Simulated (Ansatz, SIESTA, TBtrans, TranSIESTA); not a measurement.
# Transmission at the Fermi level through Ag and Li films of one to six layers in W(110), PBE with a DZP basis

I have to decide whether the thickness of a thin metal film buried in tungsten needs tight control, or whether the two interfaces set the resistance whatever the thickness. The same question arises for liners and spacers in narrow metal wiring, where a few atomic layers can add more resistance than the metal around them. The calculated quantity is the zero-temperature transmission at the Fermi level, per cell of 7.15 Å² and averaged over spin, for Ag and Li films in W(110). I measure it against the 0.90 channels per spin that the tungsten lead offers, which a junction without reflection would transmit in full. The junctions are hypothetical and unrelaxed, with the films held on tungsten's in-plane sites, so my conclusions concern these models and not grown films.

## Systems and settings

Junctions as built from tabulated lattice constants or chain spacings, not relaxed, films on the host's sites in the plane. SIESTA 5.4.2 with TranSIESTA and TBtrans: numerical atomic orbitals (energy shift 0.01 Ry), norm-conserving pseudopotentials (PseudoDojo), mesh cutoff 300 Ry, electronic temperature 300 K, broadening 0.0001 eV. Ag in W(110) (PBE, DZP): periodic cell with leads added afterwards, 0.90 lead channels a spin and cell, cell area 7.15 angstrom^2, 16x18 mesh across, plane spacings 2.25 angstrom in the leads, 2.37 angstrom at the interfaces, 2.5 angstrom inside the film; Li in W(110) (PBE, DZP): open boundaries, 0.90 lead channels a spin and cell, cell area 7.15 angstrom^2, 16x18 mesh across, plane spacings 2.25 angstrom in the leads, 2.55 angstrom at the interfaces, 2.85 angstrom inside the film.

Notes on method and selection:

- Spin-orbit coupling is left out.
- Short atomic orbitals describe vacuum tails badly.
- Runs without spin polarisation may miss moments on d elements or radicals.
- Transmission resolved by wavevector across the current was computed and is not shown.
- The junctions are hypothetical model structures, built for this series.
- Runs whose transmission exceeds the number of channels of the lead are not listed.
- Runs that did not converge, have known faults, used another set of PAW files or may not be shown are not listed.

Columns:

- layers: atomic layers in the film.
- T at Fermi level (G₀): transmission at the Fermi level per cell, mean of the spins and of the mesh across the current, the zero-temperature conductance in G0 = 2e^2/h.
- share of perfect: T over the lead's channel count.
- RA (1e-15 Ω m²): resistance times area of the junction, area / (T G0), contact resistance included.

Input lines of one member:

```
NumberOfAtoms 14
XC.Functional GGA
XC.Authors PBE
PAO.BasisSize DZP
PAO.EnergyShift 0.01 Ry
PAO.SplitNorm 0.15
Mesh.Cutoff 300 Ry
ElectronicTemperature 300 K
Spin non-polarized
TS.Contours.Eq.Pole 2.5 eV
SolutionMethod diagon
```

Command (options for logging and memory left out): `siesta DEV.fdf`

## Numbers

| member | layers | T at Fermi level (G₀), Ag in W(110) (PBE, DZP) | T at Fermi level (G₀), Li in W(110) (PBE, DZP) | share of perfect, Ag in W(110) (PBE, DZP) | share of perfect, Li in W(110) (PBE, DZP) | RA (1e-15 Ω m²), Ag in W(110) (PBE, DZP) | RA (1e-15 Ω m²), Li in W(110) (PBE, DZP) |
| --- | --- | --- | --- | --- | --- | --- | --- |
| 1 | 1 | ? | ? | ? | ? | ? | ? |
| 2 | 2 | 0.1943 | 0.1143 | 0.217 | 0.128 | 4.75 | 8.07 |
| 3 | 3 | 0.1791 | 0.0909 | 0.200 | 0.102 | 5.15 | 10.15 |
| 4 | 4 | 0.1917 | 0.0704 | 0.214 | 0.079 | 4.82 | 13.11 |
| 5 | 5 | 0.1673 | 0.0991 | 0.187 | 0.111 | 5.52 | 9.31 |
| 6 | 6 | 0.1539 | 0.0984 | 0.172 | 0.110 | 6.00 | 9.37 |

Cells marked ? are withheld until the estimate has been made.

## Interpretation

Both films reflect most of the current at every thickness shown: Ag passes 0.172 to 0.217 of the lead's channels and Li 0.079 to 0.128.

For Ag the transmission drifts down from 0.1943 at two layers to 0.1539 at six, or (0.1539 − 0.1943) / 4 = −0.010 G₀ per layer, with a rise at four layers. A straight line fitted with each row left out in turn misses by about 0.011 G₀, against a standard deviation of 0.015 about the mean, so the drift is only modestly supported. Li falls from 0.1143 to 0.0704 between two and four layers, then returns to 0.0991 and 0.0984. I see no steady slope there.

A perfect film has no scattering inside it, so its resistance need not grow in proportion to thickness. What can change is the interference between waves reflected at the two interfaces, which may raise or lower the transmission, and the tunnelling of tungsten states that find no propagating partner in the film, which dies away with thickness. The dip and recovery of Li would suit interference, though I have no test of the 16×18 mesh to set beside it.

The total number of channels in the film does not look like the main limit. For free electrons, one per atom, the count is N = A k² / (4π), with k = (3π² / (A d))^(1/3), A = 7.15 Å² and d the layer spacing. This gives roughly 0.80 for Ag and 0.73 for Li, far above the transmissions. The totals do not show whether film and tungsten have their channels at the same wavevectors across the current. The likelier limit is a poor match, in wavevector or in character, between tungsten's largely d-like states and the s- and p-like states of the film.

Ag transmits 1.6 to 2.7 times as much as Li at equal thickness, while the channel counts differ by only a tenth. The shorter interface spacing of Ag, 2.37 against 2.55 Å, may contribute. The two series also treat the boundaries differently; I would expect that to matter by perhaps 10%, since metals screen within about a layer.

## Blind estimate

Plain estimates from the members shown:

- 1 (Li in W(110) (PBE, DZP)), mean of the 5 members shown: 0.0946 G₀, standard deviation 0.014

The mean of the five Li films, 0.0946 G₀, is the safest guess for a film inside the range, but the single layer lies at its thin end. There the tungsten planes facing each other are 2 × 2.55 = 5.10 Å apart, against 5.10 + 2.85 = 7.95 Å for two layers. Tunnelling through the film must be stronger at the shorter distance, which argues for a value above the mean and probably above the 0.1143 of two layers.

For the size of the shift I assume that the transmission changes by the same factor from two layers to one as from three to two: 0.1143 × 0.1143 / 0.0909 = 0.144 G₀.

Tried on the shown films, the same step gives 0.0909 × 0.0909 / 0.0704 = 0.117 for two layers (calculated 0.1143), 0.0704 × 0.0704 / 0.0991 = 0.050 for three (0.0909) and 0.0991 × 0.0991 / 0.0984 = 0.100 for four (0.0704). The typical miss is 0.029 G₀, twice the standard deviation of 0.014 about the mean, so this is no rule for the series. I use it only here, because tunnelling gives the shift a definite sign at the thin end, whereas interference, which can have either sign, may govern the thicker films.

With just three trials I take the largest miss, 0.041 G₀, as the standard error. Interference in the single layer could still cancel the gain, and this error bar leaves room for that, since it reaches down almost to the mean.

**Committed estimate, 1 (Li in W(110) (PBE, DZP)): T at Fermi level = 0.14 ± 0.04 G₀.**

## The answer

| member | junction | layers | T at Fermi level (G₀) | share of perfect | RA (1e-15 Ω m²) |
| --- | --- | --- | --- | --- | --- |
| 1 | Ag in W(110) (PBE, DZP) | 1 | 0.2613 | 0.292 | 3.53 |
| 1 | Li in W(110) (PBE, DZP) | 1 | 0.1363 | 0.152 | 6.77 |

| member | estimate | T at Fermi level (G₀) | computed | estimate − computed | miss in error bars |
| --- | --- | --- | --- | --- | --- |
| 1 (Li in W(110) (PBE, DZP)) | committed | 0.1400 | 0.1363 | +0.0037 | 0.1 |
| 1 (Li in W(110) (PBE, DZP)) | mean | 0.0946 | 0.1363 | −0.0417 |  |

The estimate of 0.14 ± 0.04 G₀ lies 0.0037 above the computed 0.1363, well inside its error bar. The mean of the thicker Li films, 0.0946, was too low by 0.0417.

The expected sign held: the single layer transmits more than two layers, in Ag as well as in Li, though this alone does not prove that tunnelling is the cause. The size of the step has less support. I assumed a gain of 0.1143 / 0.0909 = 1.26 from two layers to one, and the result gives 0.1363 / 0.1143 = 1.19. The same recipe applied to Ag gives 0.1943 × 0.1943 / 0.1791 = 0.211 G₀ where 0.2613 was computed, a miss of 0.050. I therefore keep the direction and drop the constant factor as a rule.

The rise at one layer in both metals is what I expect if some tungsten states tunnel directly across the film. Interference between the two interfaces could also raise a single layer, and the transmission resolved by wavevector, which is not shown, would help to tell the two apart.

## Residuals

The single Ag layer stands out most. Its 0.2613 G₀ is 0.084 above the mean of the five thicker Ag films, more than five times their standard deviation of 0.015. The single Li layer is also high, by 0.042 or three standard deviations. Direct tunnelling between the tungsten planes has the right sign for both, since those planes are closest together when the film is one layer thick.

Among the thicker films, Li at four layers is low: 0.0704 against (0.0909 + 0.0991) / 2 = 0.0950 for the average of its two neighbours, a deficit of 0.025. Ag at four layers departs the other way, 0.1917 against (0.1791 + 0.1673) / 2 = 0.1732, an excess of about 0.018. Opposite signs at the same layer number are possible for interference, because the two films differ in layer spacing and in electron wavelength. Before I rely on that reading I would repeat both films on a denser mesh across the current, since narrow features in the transmission at a single energy can be missed or overweighted by 16×18 points.

## Rules of thumb and their limits

From one to six layers the interfaces set a large resistance at once, and thickness changes it by up to a factor of about two. Control matters most at the thin end for Ag, where the second layer raises RA from 3.53 to 4.75, in the table's unit. For Li the largest step lies between four and five layers, where RA falls from 13.11 to 9.31, so a thicker film is not always the more resistive one. Between two and six layers, the mean of each metal serves as an estimate to about 0.015 G₀.

A contact of 10 nm × 10 nm has an area of 0.1 in units of 10⁻¹⁵ m², so one Ag layer gives 3.53 / 0.1 = 35 Ω. A perfect tungsten junction would have 35 × 0.292 = 10 Ω by the same measure, so the film adds 25 Ω. One Li layer gives 6.77 / 0.1 = 68 Ω and so adds 68 − 10 = 58 Ω.

Of the omitted physics, relaxation of the interfaces is the likeliest to rival this spread, at a rough guess by tens of per cent. A shorter spacing should strengthen the tunnelling part and a longer one weaken it.

[Logs are printed without paths, hosts, clocks, repeated set-up lines and the standing remarks that a program may print on its own settings, such as how far it seeks lower states.]
